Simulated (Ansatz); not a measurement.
SrCd: the change of pressure with volume per atom

All results are calculated (Ansatz 0.2.0). Periodic Kohn-Sham DFT of a crystal at fixed atoms; pressure and stress are positive in compression; the energy is the free energy less that of spherical unpolarised free atoms; site moments are those in the method's own spheres, positive along +z.

Cell of the first row (space group Pm-3m, No. 221):
```
SrCd
1.0
      3.9213     0.0000     0.0000
      0.0000     3.9213     0.0000
      0.0000     0.0000     3.9213
Sr Cd
1 1
Direct
  0.50000 0.50000 0.50000
  0.00000 0.00000 0.00000
```

Settings of every row: method all-electron PAW; functional LDA; relativity scalar; k mesh 10x10x10; filling fermi-dirac; smearing width 0.08 eV; nucleus gaussian.

Atom start moment: 0 on all atoms.

```csv
row,volume per atom (Å³),pressure (GPa)
1,30.148,-0.407
2,30.789,-1.021
3,31.431,?
4,31.751,-1.819
5,32.072,-2.056
6,32.393,-2.28
7,32.713,-2.49
8,33.355,-2.878
9,33.996,-3.222
```

Question: what pressure should row 3 give?

Worked fit of pressure. Take u = (V_r/V)^(2/3) − 1 with V_r = 32.233 Å³ an atom, which is twice the finite (Eulerian) strain; such expansions in the strain, on which the Birch-Murnaghan equation of state is built, carry the rest volume and the bulk modulus. The shown rows have u = 0.04559, 0.03103, 0.01009, 0.00334, -0.0033, -0.00981, -0.02255, -0.03488. Least squares give pressure = −2.1698 + 33.69 × u + 104.45 × u² + 102 × u³ GPa; a parabola predicts inner rows, each left out in turn, worse (root mean square 0.0016 against 0.00044 GPa). All shown rows lie on it to the printed digit. The withheld row has u = 0.01694, so the fit gives −2.1698 + 33.69 × (0.01694) + 104.45 × (0.01694)² + 102 × (0.01694)³ = -1.569 GPa.

The calculation gave -1.568 GPa. The fit lies 0.001 GPa (0.036 % of the column's range) below it, one unit of the last digit.
